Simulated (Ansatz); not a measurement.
## AlCu₅: a bulk modulus from differences

It was reached by relaxing an invented guess, and it needn't be the stable form of this composition.

Theory: Ansatz 0.2.0, DFT PBE, scalar-relativistic, plane waves, PAW. Cutoff 420 eV, Γ-centred 14×10×6 mesh (6-atom cell), Gaussian smearing of 0.10 eV, no spin polarisation.

```
CELL_PARAMETERS angstrom
2.66732 0.00000 0.00000
0.00000 3.54896 0.00000
0.00000 0.00000 7.85896
ATOMIC_POSITIONS crystal
Al 0.50000 0.50000 0.00000
Cu 0.00000 0.00000 0.82951
Cu 0.00000 0.00000 0.17049
Cu 0.50000 0.50000 0.33629
Cu 0.00000 0.00000 0.50000
Cu 0.50000 0.50000 0.66371
```

The cell was set to several volumes, with shape and atoms relaxed at each where symmetry leaves them free. Pressure is positive in compression, and energies count from the lowest row. No row has a gap on its mesh.

| row | V (Å³/atom) | P (GPa) | ΔE (meV/atom) |
| --- | --- | --- | --- |
| 1 | 10.911 | 23.15 | 95.0 |
| 2 | 11.283 | ? | ? |
| 3 | 11.655 | 9.57 | 20.9 |
| 4 | 12.027 | 4.37 | 4.9 |
| 5 | 12.399 | -0.01 | 0.0 |
| 6 | 12.771 | -3.67 | 4.4 |
| 7 | 13.143 | -6.75 | 16.6 |
| 8 | 13.639 | -10.07 | 42.9 |

Problem. Find B = −V·ΔP/ΔV from rows 4 and 6 and from rows 1 and 3, and from the two its slope B′ and its value B0 at zero pressure.

Solution. Rows 4 and 6 give −(12.027 + 12.771)/2 × (-3.67 − (4.37))/(12.771 − 12.027) = 134.0 GPa at a mean pressure of 0.35 GPa. Rows 1 and 3 give −(10.911 + 11.655)/2 × (9.57 − (23.15))/(11.655 − 10.911) = 205.9 GPa at a mean pressure of 16.36 GPa. So B′ = (205.9 − 134.0)/(16.36 − (0.35)) = 4.49 and B0 = 134.0 − 4.49 × (0.35) = 132.4 GPa. A third-order Birch–Murnaghan fit to all the energies gives B0 = 133.1 GPa and B′ = 4.8.

Problem. Estimate the pressure and energy of row 2.

Solution. From row 5, V0 = 12.399 × (1 + (-0.01)/132.4) = 12.398 Å³/atom. Murnaghan's form P = (B0/B′)·[(V0/V)^B′ − 1] gives (132.4/4.49) × [(12.398/11.283)^4.49 − 1] = 15.53 GPa; the computed pressure is 15.77 GPa, so the estimate is off by -0.24 GPa. The work of compression from row 3, with the mean of the two pressures, gives ΔE = 20.9 + (15.53 + 9.57)/2 × (11.655 − 11.283)/160.2 × 1000 = 50.0 meV/atom (1 eV/Å³ = 160.2 GPa); the computed value is 50.1 meV/atom.

All volumes keep the k mesh of the relaxed cell. A structure relaxed within its symmetry needn't be a true minimum.

AlCu₅ stiffens steadily under compression, and its energy rises faster on the compressed side than on the expanded side. This is usual for a close-packed metal: squeezing raises the kinetic energy of the sp electrons and strengthens the repulsion between the filled Cu 3d shells and ion cores, while expansion weakens the metallic cohesion more gently. The modulus is that of a copper-rich metal, with aluminium's larger volume and softer sp bonding probably lowering it somewhat from that of pure copper.

The difference slope of 4.49 is an average over a wide pressure range. Because B′ normally falls with pressure, it is reasonable that the fit gives a higher 4.8 at zero pressure. Holding the slope constant also probably explains why the pressure estimated for row 2 is too low. The energy estimate comes out closer partly because the trapezium rule overestimates the work along a convex pressure curve, offsetting that error. A positive bulk modulus shows resistance to uniform compression, but says nothing about resistance to shear.
